**Ag 5p: all-electron and PAW pseudo wave against a two-Bessel construction**

The table holds u = r R(r) of the silver 5p shell at 13 radii, all-electron and pseudo, from ld1.x 7.5 with PBEsol, scalar-relativistic, for a PAW dataset with 4p in the valence and a p radius of 1.5 bohr. The program counts nodes, integrates plain norms and 4p–5p overlaps, and tests a sum of two spherical Bessel pieces matched only to the all-electron value, slope and curvature at that radius, against a single piece and an r² law. The two-piece form reproduces the inner pseudo wave within 0.0063 bohr^(−1/2) without fitting and within 0.0014 with two fitted amplitudes, still above the rounding, while one piece misses by 0.13. The pseudo wave keeps one node, its inner norm is 2.7 times the all-electron one, and its plain overlap with 4p is 0.072 where the all-electron one vanishes within the error of the grid. Lines for other matching radii are results of the model only.

All-electron and pseudo waves u = r R(r) of the 5p shell of Ag, computed with ld1.x 7.5 for a scalar-relativistic PBEsol PAW dataset. The reference ion (charge +0.5) has the frozen core [Ar] 3d10 and the valence configuration 4s2 4p6 4d10 5s0.5 5p0. The p channel has a matching radius of 1.5 bohr, outside which the two waves have the same sign.

## Analysis program

```python
# Table: u = r R(r) of Ag 5p, all-electron (AE) and PAW pseudo (PS); ld1.x 7.5, PBEsol, scalar-relativistic.
# Tested: nodes, matching, plain norms/overlaps, and a two-Bessel form matched to AE only at rc = 1.5 bohr.
T = {
    'radius': [0.195, 0.39, 0.585, 0.78, 0.975, 1.17, 1.365, 1.56, 1.755, 1.95, 2.145, 2.34, 2.535],  # bohr
    'all_electron_wave': [-0.0803, -0.0438, 0.1363, 0.1945, 0.1442, 0.0447, -0.0654, -0.1682, -0.2569, -0.3302, -0.3887, -0.4339, -0.4675],  # bohr^(-1/2)
    'pseudo_wave': [0.0666, 0.2091, 0.3095, 0.2951, 0.1869, 0.0531, -0.0653, -0.1682, -0.2569, -0.3302, -0.3887, -0.4339, -0.4675],  # bohr^(-1/2)
}
import numpy as np
from scipy.special import spherical_jn as jn
from scipy.optimize import brentq
from scipy.integrate import trapezoid as tz
from scipy.constants import physical_constants as pc
r, ae, ps = (np.array(T[k], float) for k in ('radius', 'all_electron_wave', 'pseudo_wave'))
rc, eps = 1.5, -3.2511  # p radius (setting, bohr); AE 5p level (eV, same run)
# further outputs of the same run: 4p waves on the same radii
a4 = np.array([-.4084,-.27,.6555,1.0998,1.1095,.931,.7155,.5242,.3733,.2613,.1807,.1239,.0845])
p4 = np.array([.1354,.4709,.8371,1.0662,1.083,.9303,.7161,.5242,.3733,.2613,.1807,.1239,.0845])
nodes = lambda x, u: [round(float(x[i]-u[i]*(x[i+1]-x[i])/(u[i+1]-u[i])), 2) for i in range(len(x)-1) if u[i]*u[i+1] < 0]
f = lambda x: x*jn(1, x)
def match(R, n=5):
    i = np.argsort(abs(r-R))[:n]; P = np.poly1d(np.polyfit(r[i]-R, ae[i], n-1))
    u, d1, d2 = P(0), P.deriv()(0), P.deriv(2)(0); L = R*d1/u
    g = lambda x: x*(jn(1, x)+x*jn(1, x, derivative=True))-L*f(x)
    xs = np.arange(0.1, 14, 0.02)
    q = np.array([brentq(g, a, b) for a, b in zip(xs, xs[1:]) if g(a)*g(b) < 0][:2])/R
    b = 2/R**2-q**2; c2 = (d2/u-b[0])/(b[1]-b[0])
    return u, d1, d2, L, q, u*np.array([1-c2, c2])/f(q*R)
mod = lambda x, q, a: a[0]*f(q[0]*x)+a[1]*f(q[1]*x)
I = lambda y, n=len(r): tz(np.r_[0, y[:n]], np.r_[0, r[:n]])
print('rounding floor: 0.00005 per entry, 0.0001 per difference (bohr^-1/2); grid step %.3f bohr' % (r[1]-r[0]))
print('nodes (bohr, linear interp): AE', nodes(r, ae), 'PS', nodes(r, ps), '| 4p AE', nodes(r, a4), 'PS', nodes(r, p4), '| n-l-1 =', 5-1-1)
m = r < rc; x = r[m]
print('max |PS-AE| for r>rc: %.4f; at last inner row: %.4f' % (abs(ps-ae)[~m].max(), (ps-ae)[m][-1]))
u, d1, d2, L, q, a = match(rc)
print("AE at rc: u %.4f, u' %.3f, u'' %.3f, rc u'/u %.2f (nodeless Bessel piece needs < 2)" % (u, d1, d2, L))
print('q1,q2 %.2f %.2f 1/bohr; q^2 %.1f %.1f Ry; a1,a2 %.3f %.3f; first zero of piece 1 at %.2f bohr' % (*q, *q**2, *a, brentq(f, 4, 5)/q[0]))
A = mod(x, q, a); one = u*f(q[0]*x)/f(q[0]*rc); M = f(np.outer(x, q))
af = np.linalg.lstsq(M, ps[m], rcond=None)[0]; B = M@af
print('r, AE, PS, PS-AE, PS/AE, AE 5p/4p | residual model-PS: two Bessel no fit, amplitudes fitted, one Bessel')
for k in range(m.sum()):
    print('%.3f %7.4f %7.4f %7.4f %5.2f %6.3f | %7.4f %7.4f %7.4f' % (x[k], ae[k], ps[k], ps[k]-ae[k], ps[k]/ae[k], ae[k]/a4[k], A[k]-ps[k], B[k]-ps[k], one[k]-ps[k]))
for s, y in (('two Bessel no fit', A), ('amplitudes fitted', B), ('one Bessel', one)):
    e = y-ps[m]; k = abs(e).argmax()
    print('%s: worst %.4f at r=%.3f (%.1f%% of largest inner PS), rms %.4f' % (s, e[k], x[k], 100*abs(e[k])/ps.max(), np.sqrt(np.mean(e**2))))
print('fitted amplitudes a1,a2 %.3f %.3f' % tuple(af))
for n in (4, 6, 7):
    z = match(rc, n)
    print("interpolation through %d rows: u'' %.3f, no-fit worst residual %.4f" % (n, z[2], abs(mod(x, z[4], z[5])-ps[m]).max()))
p = np.log(ps[1]/ps[0])/np.log(r[1]/r[0])
print('exponent rows 1-2: PS %.2f, model %.2f, limit l+1 = 2; r^2 law from row 1 gives %.4f at row 2' % (p, np.log(A[1]/A[0])/np.log(r[1]/r[0]), ps[0]*(r[1]/r[0])**2))
n = m.sum()+1; na, nq = I(ae**2, n), I(ps**2, n)
print('trapezoid 5p norm to %.3f: AE %.4f, PS %.4f, AE-PS %.4f, PS/AE %.2f' % (r[n-1], na, nq, na-nq, nq/na))
xf = np.linspace(1e-4, x[-1], 2000)
print('PS norm to %.3f: trapezoid %.4f, fitted model on fine grid %.4f' % (x[-1], I(ps**2, n-1), tz(mod(xf, q, af)**2, xf)))
k4 = np.log(a4[-2]/a4[-1])/(r[-1]-r[-2]); miss = 1-I(a4**2)-a4[-1]**2/(2*k4); s = np.mean(ae[:3]/a4[:3])
print('AE 4p norm missed by grid %.3f; core ratio 5p/4p %.2f -> missed 5p norm ~%.4f, overlap ~%.3f' % (miss, s, miss*s*s, miss*s))
tail = a4[-1]*ae[-1]/k4
print('plain <4p|5p>: table AE %.3f, PS %.3f; rough tail %.3f; totals AE %.3f, PS %.3f' % (I(a4*ae), I(p4*ps), tail, I(a4*ae)+tail, I(p4*ps)+tail))
kap = np.sqrt(-2*eps/pc['Hartree energy in eV'][0])
print('AE 5p norm within table %.3f (outside %.0f%%); level %.3f Ry; decay length %.2f bohr' % (I(ae**2), 100*(1-I(ae**2)), -kap**2, 1/kap))
for R in (1.4, 1.5, 1.8, 2.1):
    z = match(R); xf = np.linspace(1e-3, R, 1500); y = mod(xf, z[4], z[5])
    print("model only, rc %.1f: rc u'/u %.2f, q %.2f %.2f, nodes %s, max u %.3f, norm to 1.4 bohr %.4f" % (R, z[3], *z[4], nodes(xf, y), y.max(), tz(y[xf <= 1.4]**2, xf[xf <= 1.4])))
for c, pe, tot in ((30, 8.44, 63.815), (40, 1.03, 9.31)):  # further outputs: lowest p (4p) excess, summed error
    print('cutoff %d Ry: 6 x 4p excess %.1f mRy = %.0f%% of summed error %.1f mRy' % (c, 6*pe, 600*pe/tot, tot))
assert len(nodes(r, ae)) == 2 and len(nodes(r, ps)) == 1
assert abs(ps-ae)[~m].max() < 1.1e-4 and na < nq
assert L > 2 and 1.3 < p < 2
assert abs(A-ps[m]).max() < 0.5*abs(one-ps[m]).max()
```

Output:

```
rounding floor: 0.00005 per entry, 0.0001 per difference (bohr^-1/2); grid step 0.195 bohr
nodes (bohr, linear interp): AE [0.44, 1.25] PS [1.26] | 4p AE [0.45] PS [] | n-l-1 = 3
max |PS-AE| for r>rc: 0.0000; at last inner row: 0.0001
AE at rc: u -0.1379, u' -0.516, u'' 0.343, rc u'/u 5.62 (nodeless Bessel piece needs < 2)
q1,q2 3.50 5.82 1/bohr; q^2 12.3 33.9 Ry; a1,a2 0.286 0.067; first zero of piece 1 at 1.28 bohr
r, AE, PS, PS-AE, PS/AE, AE 5p/4p | residual model-PS: two Bessel no fit, amplitudes fitted, one Bessel
0.195 -0.0803  0.0666  0.1469 -0.83  0.197 |  0.0013 -0.0000 -0.0365
0.390 -0.0438  0.2091  0.2529 -4.77  0.162 |  0.0040 -0.0001 -0.1049
0.585  0.1363  0.3095  0.1732  2.27  0.208 |  0.0063  0.0001 -0.1282
0.780  0.1945  0.2951  0.1006  1.52  0.177 |  0.0061  0.0002 -0.0795
0.975  0.1442  0.1869  0.0427  1.30  0.130 |  0.0039  0.0001 -0.0078
1.170  0.0447  0.0531  0.0084  1.19  0.048 |  0.0013  0.0002  0.0231
1.365 -0.0654 -0.0653  0.0001  1.00 -0.091 |  0.0001  0.0014  0.0088
two Bessel no fit: worst 0.0063 at r=0.585 (2.0% of largest inner PS), rms 0.0040
amplitudes fitted: worst 0.0014 at r=1.365 (0.5% of largest inner PS), rms 0.0006
one Bessel: worst -0.1282 at r=0.585 (41.4% of largest inner PS), rms 0.0715
fitted amplitudes a1,a2 0.281 0.066
interpolation through 4 rows: u'' 0.316, no-fit worst residual 0.0093
interpolation through 6 rows: u'' 0.354, no-fit worst residual 0.0052
interpolation through 7 rows: u'' 0.352, no-fit worst residual 0.0054
exponent rows 1-2: PS 1.65, model 1.65, limit l+1 = 2; r^2 law from row 1 gives 0.2664 at row 2
trapezoid 5p norm to 1.560: AE 0.0207, PS 0.0560, AE-PS -0.0353, PS/AE 2.71
PS norm to 1.365: trapezoid 0.0528, fitted model on fine grid 0.0526
AE 4p norm missed by grid 0.019; core ratio 5p/4p 0.19 -> missed 5p norm ~0.0007, overlap ~0.004
plain <4p|5p>: table AE 0.017, PS 0.092; rough tail -0.020; totals AE -0.003, PS 0.072
AE 5p norm within table 0.145 (outside 85%); level -0.239 Ry; decay length 2.05 bohr
model only, rc 1.4: rc u'/u 9.05, q 3.57 6.06, nodes [1.25], max u 0.264, norm to 1.4 bohr 0.0368
model only, rc 1.5: rc u'/u 5.62, q 3.50 5.82, nodes [1.25], max u 0.325, norm to 1.4 bohr 0.0549
model only, rc 1.8: rc u'/u 2.60, q 3.15 5.02, nodes [1.34], max u 0.555, norm to 1.4 bohr 0.1697
model only, rc 2.1: rc u'/u 1.56, q 0.68 2.78, nodes [0.67], max u 0.004, norm to 1.4 bohr 0.0030
cutoff 30 Ry: 6 x 4p excess 50.6 mRy = 79% of summed error 63.8 mRy
cutoff 40 Ry: 6 x 4p excess 6.2 mRy = 66% of summed error 9.3 mRy
```
